## One mobile-ion species in an oxide: the self-consistent equilibrium profile

Sodium in SiO$_2$ moves as Na$^+$. At bias-temperature-stress temperatures the ions settle into a distribution fixed by the applied field, by their mutual repulsion and by thermal spreading. For a single species this problem has a closed-form solution, which gives the ion centroid, the flat-band shift and the low-frequency capacitance.

### Premises and conventions

The gate interface is at $x=0$ and the silicon interface at $x=t$; $y=t-x$ is the depth measured from the silicon. The field $E=-d\phi/dx$ is positive when it points toward the silicon. The oxide drop is $V_{ox}=\phi(0)-\phi(t)=\int_0^tE\,dx$. It differs from the gate voltage, $V_G=\phi_{ms}+V_{ox}+\psi_s$, by the work-function difference $\phi_{ms}$ and the silicon band bending $\psi_s$.

1. The oxide is a uniform planar continuum of permittivity $\varepsilon$.
2. The only charge inside it is one ion species of charge $+q$ and density $n(x)$. The compensating charge sits in the gate and the silicon.
3. Both interfaces block the ions, so $N=\int_0^t n\,dx$ is fixed.
4. The ions are in equilibrium at temperature $T$ and dilute compared with the sites open to them.
5. Each ion feels only the laterally averaged potential $\phi(x)$ (mean field), with no image force and no binding at the interfaces.

### Step 1: the two equations

Poisson's equation and its integral over the film are

$$\varepsilon\frac{dE}{dx}=qn,\qquad E(t)-E(0)=\frac{qN}{\varepsilon}\equiv E_N.\tag{1}$$

The ion flux is $J=\mu nE-D\,dn/dx$. In steady state $J$ is uniform, and blocking interfaces make it zero. With the Einstein relation $D=\mu kT/q$,

$$\frac{dn}{dx}=\frac{qE}{kT}\,n,\qquad V_{ox}=\frac{kT}{q}\ln\frac{n(t)}{n(0)}.\tag{2}$$

The second form follows from dividing by $n$ and integrating. It is the Boltzmann law $n\propto e^{-q\phi/kT}$, and the mobility has dropped out.

### Step 2: the first integral

Multiply (1) by $E$. The left side is $d(\varepsilon E^2/2)/dx$. The right side is $qnE$, which by (2) equals $kT\,dn/dx$. Hence

$$\frac{\varepsilon E^2}{2}-nkT=P,\tag{3}$$

with $P$ the same at every depth. This is a force balance on any slab of oxide: the change in electric stress across the slab equals the change in the ideal-gas pressure of the ions.

Define a reduced field $g$ (an inverse length), a constant $B$ and a length $\ell$:

$$g=\frac{qE}{2kT},\qquad B=\frac{2\varepsilon kT}{q^2},\qquad \ell=\frac{B}{N}=\frac{2\varepsilon kT}{q^2N}=\frac{2kT/q}{E_N}.$$

$\ell$ is the Gouy-Chapman length of the sheet density $N$. Since $\varepsilon E^2/2kT=Bg^2$, equation (3) reads $n=B(g^2+s)$ with $s=-P/(BkT)$. Equation (1) reads $dg/dx=n/B$. Together,

$$\frac{dg}{dx}=g^2+s,\qquad n=B(g^2+s).\tag{4}$$

The two constants of the solution, $s$ and one integration constant, are fixed by

$$g(t)-g(0)=\frac1\ell,\qquad V_{ox}=\frac{2kT}{q}\int_0^t g\,dx.\tag{5}$$

Equation (4) is separable, and its solution takes three forms according to the sign of $s$.

### Step 3: $s>0$, the $\sec^2$ profile

Put $s=\kappa^2$. Then $dg/(g^2+\kappa^2)=dx$ integrates to $\kappa^{-1}\arctan(g/\kappa)=x-x_0$, so

$$E=\frac{2kT}{q}\kappa\tan\kappa(x-x_0),\qquad n=n_0\sec^2\kappa(x-x_0),\qquad \kappa^2=\frac{n_0}{B}=\frac{q^2n_0}{2\varepsilon kT}.\tag{6}$$

At $x_0$ the field vanishes, the density has its minimum $n_0$, and $P=-n_0kT$. The point $x_0$ may lie outside the film. Finite charge requires $|\kappa(x-x_0)|<\pi/2$ throughout the film. Conditions (5) become

$$\kappa[\tan\kappa x_0+\tan\kappa(t-x_0)]=\frac1\ell,\qquad V_{ox}=\frac{2kT}{q}\ln\frac{\cos\kappa x_0}{\cos\kappa(t-x_0)}.\tag{7}$$

**Zero oxide drop.** For $V_{ox}=0$, (2) gives $n(0)=n(t)$, and (3) then gives $E(0)^2=E(t)^2$. Because $E(t)-E(0)=E_N>0$, the only choice is $E(t)=-E(0)=E_N/2$. The field crosses zero inside the film, where (3) gives $P<0$, so (6) applies, with $x_0=t/2$. The charge condition is

$$\kappa\tan\frac{\kappa t}{2}=\frac{1}{2\ell}=\frac{q^2N}{4\varepsilon kT},\qquad\text{or}\qquad \theta\tan\theta=\frac{t}{4\ell},\quad\theta=\frac{\kappa t}{2}.\tag{8}$$

$\theta\tan\theta$ rises monotonically from $0$ to $\infty$ on $0<\theta<\pi/2$, so the root is unique. From (4) with $g=1/2\ell$, the interface density is $n_0+N/4\ell$. For $t\ll\ell$, $\theta^2\approx t/4\ell$ and $n_0=4B\theta^2/t^2\approx N/t$: the ions spread uniformly. For $t\gg\ell$, $\theta\to\pi/2$ and $n_0\to\pi^2B/t^2$, independent of $N$: all further ions go to the two interfaces.

**Zero gate field.** Positive $V_{ox}$ moves $x_0$ toward the gate. At $x_0=0$ the gate carries no charge, the silicon carries $-qN$, and (7) gives $\kappa\tan\kappa t=1/\ell$ and $V_{ox}=(2kT/q)\ln\sec\kappa t$.

At higher bias $x_0<0$. Measure from the pole of the tangent, a distance $y_1$ beyond the silicon interface, by $\kappa(t+y_1-x_0)=\pi/2$. Then (6) is $g=\kappa\cot\kappa(y+y_1)$, $n=B\kappa^2\csc^2\kappa(y+y_1)$. As $\kappa\to0$ at fixed $y_1$, $g\to1/(y+y_1)$, which is the next case.

### Step 4: $s=0$, the dividing case

With $dx=-dy$, (4) is $dg/dy=-g^2$, so $1/g=y+y_0$ and

$$E=\frac{2kT/q}{y+y_0},\qquad n=\frac{B}{(y+y_0)^2}=\frac{n_s}{(1+y/y_0)^2},\qquad n_s=\frac{B}{y_0^2}.\tag{9}$$

The charge condition $1/y_0-1/(y_0+t)=1/\ell$ rearranges to $y_0(y_0+t)=\ell t$, with the positive root

$$y_0=\frac t2\left(\sqrt{1+\frac{4\ell}{t}}-1\right),\qquad V_{ox}=\frac{2kT}{q}\ln\left(1+\frac{t}{y_0}\right).\tag{10}$$

For $t\gg\ell$, $y_0\approx\ell(1-\ell/t)$. In a half-space $y_0=\ell=2\varepsilon kT/q^2N$ exactly and $n_s=N/\ell=q^2N^2/2\varepsilon kT$. There the charge within depth $y$ is $Ny/(y+\ell)$, so half of it lies within $\ell$. The tail $B/y^2$ does not depend on $N$, and it makes the mean depth grow as the logarithm of the film thickness.

### Step 5: $s<0$, the $\operatorname{csch}^2$ profile

Put $s=-\kappa^2$. A positive density needs $|g|>\kappa$, so the field never vanishes. For positive bias $g>\kappa$, and $dg/(g^2-\kappa^2)=-dy$ integrates to $\kappa^{-1}\operatorname{arcoth}(g/\kappa)=y+y_1$. With $E_\infty=2kT\kappa/q$, for which $P=\varepsilon E_\infty^2/2$,

$$E=E_\infty\coth\kappa(y+y_1),\qquad n=B\kappa^2\operatorname{csch}^2\kappa(y+y_1).\tag{11}$$

This is the $\cot$, $\csc^2$ form with $\kappa\to i\kappa$. Conditions (5) are

$$\kappa[\coth\kappa y_1-\coth\kappa(t+y_1)]=\frac1\ell,\qquad V_{ox}=\frac{2kT}{q}\ln\frac{\sinh\kappa(t+y_1)}{\sinh\kappa y_1}.\tag{12}$$

For $\kappa t\gg1$ drop terms of order $e^{-2\kappa t}$, so that $E(0)=E_\infty$. The charge condition becomes $\coth\kappa y_1=1+1/\kappa\ell$, that is $e^{2\kappa y_1}=1+2\kappa\ell$. The ratio of hyperbolic sines becomes $e^{\kappa t}/(1-e^{-2\kappa y_1})=e^{\kappa t}(1+1/2\kappa\ell)$. With $\kappa\ell=E_\infty/E_N$,

$$V_{ox}=E_\infty t+\frac{2kT}{q}\ln\left(1+\frac{E_N}{2E_\infty}\right),\qquad n(t)=\frac N\ell\left(1+\frac{2E_\infty}{E_N}\right).\tag{13}$$

The density follows from (4) with $g(t)=\kappa+1/\ell$. Away from the interface $\operatorname{csch}^2$ decays as $e^{-2\kappa y}=e^{-qE_\infty y/kT}$, the profile of non-interacting ions in the applied field. Negative bias gives the mirror images of Steps 3 to 5, with the ions at the gate.

### Step 6: centroid, flat-band shift and capacitance

Integrate $V_{ox}$ by parts and use (1), with the centroid $\bar x=N^{-1}\int_0^t xn\,dx$:

$$V_{ox}=tE(t)-\frac q\varepsilon\int_0^t xn\,dx=tE(t)-E_N\bar x.\tag{14}$$

This uses only Poisson's equation, so it holds for any profile. It has two uses. First, with $E(t)=E(0)+E_N$, the mean depth from the silicon needs no further integral:

$$d=t-\bar x=\frac{V_{ox}-tE(0)}{E_N}.\tag{15}$$

In strong bias (13) gives $d=\ell\ln(1+E_N/2E_\infty)$, which tends to $kT/qE_\infty$ for $E_\infty\gg E_N$. Second, freeze the profile by cooling and bias to flat band. With no other interface charge $E(t)=0$, so the ions shift the flat-band voltage by

$$\Delta V_{FB}=-E_N\bar x=-\frac{qN}{C_{ox}}\left(1-\frac dt\right),\qquad C_{ox}=\frac\varepsilon t.\tag{16}$$

While the ions are mobile, the gate charge $Q_G=\varepsilon E(0)$ responds to their motion. By (15), $Q_G=C_{ox}V_{ox}-qN(1-\bar x/t)$, so the quasi-static capacitance of the film is $C=C_{ox}(1+E_N\,d\bar x/dV_{ox})$. To evaluate it at $V_{ox}=0$, set $x_0=t/2-\eta$ in (7). The charge condition is even in $\eta$, so $\kappa$ is unchanged to first order. From $g(0)=-\kappa\tan\kappa x_0$, $\delta g(0)=\kappa^2\eta\sec^2\theta$. From (7), $\delta V_{ox}=(2kT/q)\,2\kappa\eta\tan\theta$. The ratio gives $dE(0)/dV_{ox}=\kappa/(2\sin\theta\cos\theta)$, and

$$\frac{C}{C_{ox}}=\frac{2\theta}{\sin2\theta}.\tag{17}$$

It tends to 1 as $N\to0$. This is the equilibrium height of the ionic peak in a slow voltage sweep plotted against $V_{ox}$; in a real capacitor the silicon capacitance is in series.

### Numerical illustration

Take $N=10^{12}$ cm$^{-2}$ Na$^+$, $t=100$ nm, 250 °C ($T=523.15$ K) and the typical relative permittivity 3.9. Intermediate values are carried unrounded, and the figures are those of the model; its accuracy is assessed in the last section.

- $kT/q=45.08$ mV, $C_{ox}=34.5$ nF/cm$^2$
- $E_N=0.464$ MV/cm, $qN/C_{ox}=4.64$ V
- $B=1.943\times10^{5}$ cm$^{-1}$, $\ell=1.943$ nm, $t/\ell=51.46$

At zero drop, $\theta\tan\theta=12.86$ gives $\theta=1.458$ and $1/\kappa=34.3$ nm. The mid-film density is $n_0=1.65\times10^{16}$ cm$^{-3}$, near its ceiling $\pi^2B/t^2=1.92\times10^{16}$ cm$^{-3}$. The interface density is 79 times larger, so mid-film stands 0.20 V above the interfaces. The silicon then holds a negative charge of $5\times10^{11}$ cm$^{-2}$, so $\psi_s\neq0$. Equation (17) gives $C/C_{ox}=13.0$.

At zero gate field $\kappa t=1.541$. In the dividing case $y_0=1.907$ nm, 1.9% below $\ell$. For $V_{ox}=1$ V and 10 V, (13) gives $\kappa t=9.80$ and 111, large enough for the approximation.

| $V_{ox}$ (V) | profile | $E(0)$ (MV/cm) | $E(t)$ (MV/cm) | $n(0)$ (cm$^{-3}$) | $n(t)$ (cm$^{-3}$) | $d$ (nm) | $\Delta V_{FB}$ (V) |
|---|---|---|---|---|---|---|---|
| 0 | $\sec^2$, $x_0=t/2$ | $-0.232$ | 0.232 | $1.3\times10^{18}$ | $1.3\times10^{18}$ | 50 | $-2.32$ |
| 0.316 | $\sec^2$, $x_0=0$ | 0 | 0.464 | $4.6\times10^{15}$ | $5.2\times10^{18}$ | 6.8 | $-4.32$ |
| 0.359 | power law | 0.0088 | 0.473 | $1.9\times10^{15}$ | $5.3\times10^{18}$ | 5.8 | $-4.37$ |
| 1 | $\operatorname{csch}^2$ | 0.088 | 0.552 | $1.7\times10^{9}$ | $7.1\times10^{18}$ | 2.5 | $-4.52$ |
| 10 | $\operatorname{csch}^2$ | 0.998 | 1.46 | negligible | $2.7\times10^{19}$ | 0.41 | $-4.62$ |

Three practical points follow. The transfer of charge from one side to the other is nearly complete within a few tenths of a volt. Near zero drop $d(\Delta V_{FB})/dV_{ox}=-12.0$, so an offset of $kT/q$ in $V_{ox}$ moves the frozen-in shift by about 0.54 V on the linear slope; an unbiased anneal is a poorly defined reference state. Finally, the swing in $V_{FB}$ between stresses of opposite sign is $(qN/C_{ox})(1-2d/t)$. For $\pm10$ V it is 4.60 V, and reading it as $qN/C_{ox}$ undercounts $N$ by 0.8%; for $\pm1$ V the undercount is 5%.

### Range of validity

**Equilibrium.** With an approximate Na$^+$ mobility $\mu=(1\ \text{cm}^2/\text{V s})\,e^{-0.66\,\text{eV}/kT}$, 250 °C gives $\mu\approx4\times10^{-7}$ cm$^2$/V s, $D\approx2\times10^{-8}$ cm$^2$/s and $t^2/D\approx5$ ms. A stress of minutes is ample unless release from interface sites is slower. At 300 K the same law gives about $5\times10^2$ s, so the profile is frozen only for a limited time, and the wafer must be cooled under bias.

**Dilution.** The highest density in the table is $1.2\times10^{-3}$ of the typical $2.2\times10^{22}$ SiO$_2$ units per cm$^3$, which is harmless if a sizable share of them offers a site.

**Discreteness.** Two ions interact with energy $kT$ at the Bjerrum length $\ell_B=q^2/4\pi\varepsilon kT=8.2$ nm. Lateral averaging is safe when $\ell_B/\ell=2\pi\ell_B^2N\ll1$. Here the ratio is 4.2 with all ions on one side, and it reaches 1 at $N=2.4\times10^{11}$ cm$^{-2}$. The layer, about 2 nm thick, is thinner than the ion spacing $N^{-1/2}=10$ nm. Mid-film is better: at zero drop the spacing $n_0^{-1/3}$ is 39 nm, and the Debye-Hückel estimate of the correlation energy, $\ell_B\kappa_D/2$ with $\kappa_D=\sqrt2\,\kappa$, is $0.17\,kT$, which makes densities there uncertain by tens of percent at most on this count.

**Image force.** An ion at distance $z$ from a metal is attracted with energy $q^2/16\pi\varepsilon z=kT\,\ell_B/4z$, which equals $kT$ at 2.0 nm. Against silicon treated as a dielectric of typical relative permittivity 11.7 it is reduced by $(11.7-3.9)/(11.7+3.9)=0.5$ and equals $kT$ at 1.0 nm. These distances match $\ell$, so the neglected term rivals the mean-field energy in the interface layer. It draws ions closer to the walls, and unequally, which spoils the even split at zero drop. The interface densities in the table are therefore orders of magnitude only.

**Continuum.** The depth 0.41 nm at 10 V is a few bond lengths. It means only that the ions sit at the interface.

**What survives.** Equations (1), (14), (15) and (16) hold for the laterally averaged charge whatever its profile. At 10 V, pulling the ions closer can only move $\Delta V_{FB}$ from $-4.62$ V toward $-4.64$ V. Ions bound at a wall act as a sheet charge, and the rest obey the same equations with smaller $N$. If half are bound at zero drop, $\theta=1.362$ and $n_0=1.44\times10^{16}$ cm$^{-3}$, only 13% lower.

**Other charge.** Fixed or trapped charge at an interface changes the relation between $E(t)$, $\psi_s$ and $V_G$ but not the profile at given $V_{ox}$. A second mobile species adds its own $n_ikT$ to (3), and fixed charge in the bulk adds a term in $\phi$; in either case (4) and the three closed forms no longer hold in general.